\section*{Radiative width of the bright mode of a 100 nm InGaAs layer}

The layer is In$_{0.53}$Ga$_{0.47}$As with $d=100$ nm and $n_s=10^{14}$ cm$^{-2}=1$ nm$^{-2}$, so $n_{3D}=10^{19}$ cm$^{-3}$. Fields vary as $e^{i(qx-\omega t)}$ and are p-polarised, and $\theta$ is the angle from the normal inside the host. $\gamma$ and $\Gamma$ are energy decay rates, hence full widths in $\omega$. I assume $\hbar\gamma=10$ meV, a typical non-radiative width.

\subsection*{Estimate}
A current sheet $j$ radiates $E=Zj/2$ to each side, with $Z=1/(\epsilon_0 c n_r)$. That field opposes the current, so it damps every electron at $\Gamma_0=n_se^2Z/2m^*$. For motion along $z$ the projection on the wave's field enters twice, giving $\sin^2\theta$, and the obliquely leaving wave adds $1/\cos\theta$. I round to $m^*=0.04\,m_e$, $\epsilon=12$, $n_r=3.5$, $4\pi\alpha=0.09$ ($\alpha$ is the fine-structure constant) and $\hbar^2/2m_e=0.04$ eV nm$^2$:
\begin{equation}
\hbar\Gamma_0=\frac{4\pi\alpha}{n_r}\frac{\hbar^2n_s}{2m^*}\approx\frac{0.09\times0.04}{3.5\times0.04}\ \mathrm{eV}\approx26\ \mathrm{meV}.
\end{equation}
The vacuum plasma energy at this density is 0.12 eV and $\sqrt{0.04\times12}\approx0.7$, so $\hbar\omega_p\approx0.17$ eV. Absorption should peak when $\Gamma=\gamma$. With $\sin^2\theta/\cos\theta\approx\theta^2$ this gives $\theta_c\approx\sqrt{10/26}=0.62$ rad, or $36^\circ$.

\subsection*{Careful calculation}
\emph{Sheet.} Take $P_z=p\,\delta(z)$ in a host of permittivity $\epsilon_h=n_h^2$, with $q=(n_h\omega/c)\sin\theta$ and $k_z=(n_h\omega/c)\cos\theta$. Maxwell's equations give $H_y''+k_z^2H_y=\omega qp\,\delta(z)$, so
\begin{equation}
H_y=\frac{\omega qp}{2ik_z}e^{ik_z|z|},\qquad E_z^{\rm rad}=-\frac{qH_y}{\omega\epsilon_0\epsilon_h}=\frac{iq^2p}{2k_z\epsilon_0\epsilon_h}\quad(z\to0^\pm).
\end{equation}
The local field $-P_z/\epsilon_0\epsilon_h$ is the depolarisation shift, which I absorb in the mode frequency $\tilde\omega$. For oscillator strength $f$,
\begin{equation}
(\tilde\omega^2-\omega^2-i\gamma\omega)\,p=\frac{n_sfe^2}{m^*}\left(E_z^{\rm inc}+E_z^{\rm rad}\right).
\end{equation}
Moving $E_z^{\rm rad}$ to the left adds $-i\omega\Gamma$, and for the amplitudes of $H_y$
\begin{equation}
\Gamma=\Gamma_0\frac{\sin^2\theta}{\cos\theta},\quad \Gamma_0=\frac{e^2n_sf}{2\epsilon_0n_hc\,m^*},\quad r=\frac{i\omega\Gamma}{\tilde\omega^2-\omega^2-i\omega(\gamma+\Gamma)},\quad t=1+r.
\end{equation}
On resonance $r=-\Gamma/(\gamma+\Gamma)$ and $t=\gamma/(\gamma+\Gamma)$, so
\begin{equation}
A=1-r^2-t^2=\frac{2\gamma\Gamma}{(\gamma+\Gamma)^2}\le\frac12 .
\end{equation}
The bound arises because the mode radiates $H_y$ even in $z$, and a wave from one side carries only half its power in the even channel. The condition $\Gamma=\gamma$ gives $\cos\theta_c=\tfrac12\left(\sqrt{x^2+4}-x\right)$ with $x=\gamma/\Gamma_0$.

\emph{Mass.} Here $k_F=(3\pi^2n_{3D})^{1/3}=0.667$ nm$^{-1}$ and $k_Fd/\pi\approx21$ subbands are filled, so I treat the electrons as a degenerate bulk gas. Its bright mode is the Berreman mode, at the zero of $\epsilon(\omega)=\epsilon_\infty[1-\omega_p^2/(\omega^2+i\gamma\omega)]$ for $\gamma\to0$. For an isotropic band the Drude weight is $e^2k_F^2v_F/3\pi^2\hbar=n_{3D}e^2/m_{\rm opt}$, with $m_{\rm opt}=\hbar k_F/v_F$. The Kane form $E(1+aE)=\hbar^2k^2/2m^*$ gives
\begin{equation}
m_{\rm opt}=m^*(1+2aE_F)=m^*\sqrt{1+2a\hbar^2k_F^2/m^*}.
\end{equation}
With typical $m^*=0.043\,m_e$ and $a=1.2$ eV$^{-1}$ I get $\hbar^2k_F^2/2m^*=0.394$ eV, $E_F=0.292$ eV and $m_{\rm opt}=1.70\,m^*=0.0731\,m_e$. With typical $\epsilon_\infty=11.6$, $\omega_p^2=n_{3D}e^2/\epsilon_0\epsilon_\infty m_{\rm opt}$ gives $\hbar\omega_p=127.5$ meV, or $\lambda=9.7$ $\mu$m.

\emph{Host.} I take InP on both sides, typical $\epsilon_h=9.6$, with thin AlInAs barriers that hold the electrons and are optically negligible. $D_z=\epsilon_0\epsilon_hE_z$ is continuous, $E_z$ being the outside field, so relative to the host $p=dD_z(1-\epsilon_h/\epsilon)$. The resonant part is
\begin{equation}
p=\Big(\frac{\epsilon_h}{\epsilon_\infty}\Big)^2\frac{n_se^2}{m_{\rm opt}}\frac{E_z}{\omega_p^2-\omega^2-i\gamma\omega}.
\end{equation}
This is the oscillator above with $f=1$, times a contrast factor that disappears in a uniform host. Hence
\begin{equation}
\Gamma_0=\frac{e^2n_s}{2\epsilon_0c\,m_{\rm opt}}\frac{\epsilon_h^{3/2}}{\epsilon_\infty^2}=\frac{\omega_p^2d\,\epsilon_h^{3/2}}{2c\,\epsilon_\infty},\qquad\hbar\Gamma_0=10.6\ \mathrm{meV}.
\end{equation}
Then $x=0.946$ and $\theta_c=50.7^\circ$. This lies outside the $19^\circ$ escape cone to air, so it needs a prism or a bevelled facet.

\emph{Finite thickness.} The exact isotropic slab has
\begin{equation}
t=\Big[\cos\delta-\tfrac i2\big(\rho+\rho^{-1}\big)\sin\delta\Big]^{-1},\qquad |r|=\tfrac12\big|(\rho-\rho^{-1})\sin\delta\big|\,|t|,
\end{equation}
with $\delta=k_1d$, $k_1^2=\epsilon\omega^2/c^2-q^2$ and $\rho=k_1\epsilon_h/k_z\epsilon$. At $\omega_p$ and $\theta_c$, where $k_zd=0.13$, I find $|r|^2=0.245$, $|t|^2=0.244$ and $A=0.511$. The excess over $1/2$ comes from in-plane Drude loss, $k_zd\,\mathrm{Im}\,\epsilon/\epsilon_h=0.012$, which feeds on the odd channel.

\emph{Nonlocality.} This is the largest term I have left out. Longitudinal waves disperse as $\omega^2=\omega_p^2+\frac35v_F^2k^2$. In a rough hydrodynamic picture with $P_z=0$ at the walls the modes are $\sin(n\pi z/d)$, and a uniform drive gives odd $n$ the weights $f_n=8/n^2\pi^2$, which sum to 1. With $v_F=1.06\times10^8$ cm/s, $\hbar v_F\pi/d=21.8$ meV. The $n=1$ mode ($f=0.81$) sits 1.1 meV above $\hbar\omega_p$ and $n=3$ ($f=0.09$) sits 9.7 meV above, about one linewidth. So $f\to1$ means that the ladder collapses inside the linewidth, and at 100 nm it has not fully done so. Keeping $n=1$ alone gives 8.6 meV and $55^\circ$. Phonon tails in the permittivities typically change them by a few per cent at most.

\subsection*{Why the two differ}
The width fell from 26 to 10.6 meV, a factor 2.5, with the same radiation physics. Three factors account for it.

Rounding gives 1.09: the unrounded parabolic, uniform-host value is 23.9 meV.

The mass gives 1.70. At $aE_F=0.35$ the electrons that respond move with a velocity well below $\hbar k_F/m^*$. The plasma energy feels only the square root, 1.30, which takes the parabolic 166 meV to 127.5 meV.

The dielectric contrast gives $(11.6/9.6)^{3/2}=1.33$. The field inside the layer is reduced by $\epsilon_h/\epsilon_\infty$, and by reciprocity the same factor reduces the emission. The higher impedance of the host returns half a power.

The angle moves less because $\theta_c$ goes roughly as $\Gamma_0^{-1/2}$. The small-angle rule would now give $56^\circ$, and since $\sin^2\theta/\cos\theta=\theta^2+\theta^4/6+\dots$ exceeds $\theta^2$, the exact root comes down to $51^\circ$.

The second form of $\Gamma_0$ contains no mass, so a resonance energy read from a spectrum would fix the local-model width without any band model. A plasma wavelength near 10 $\mu$m and an optical mass near $0.07\,m_e$ are typical of InGaAs at this doping, so the inputs sit in the usual range. The model's result is $\hbar\Gamma_0$ of roughly 9 to 11 meV and $\theta_c$ of roughly $51^\circ$ to $55^\circ$, the angle resting on the assumed $\gamma$.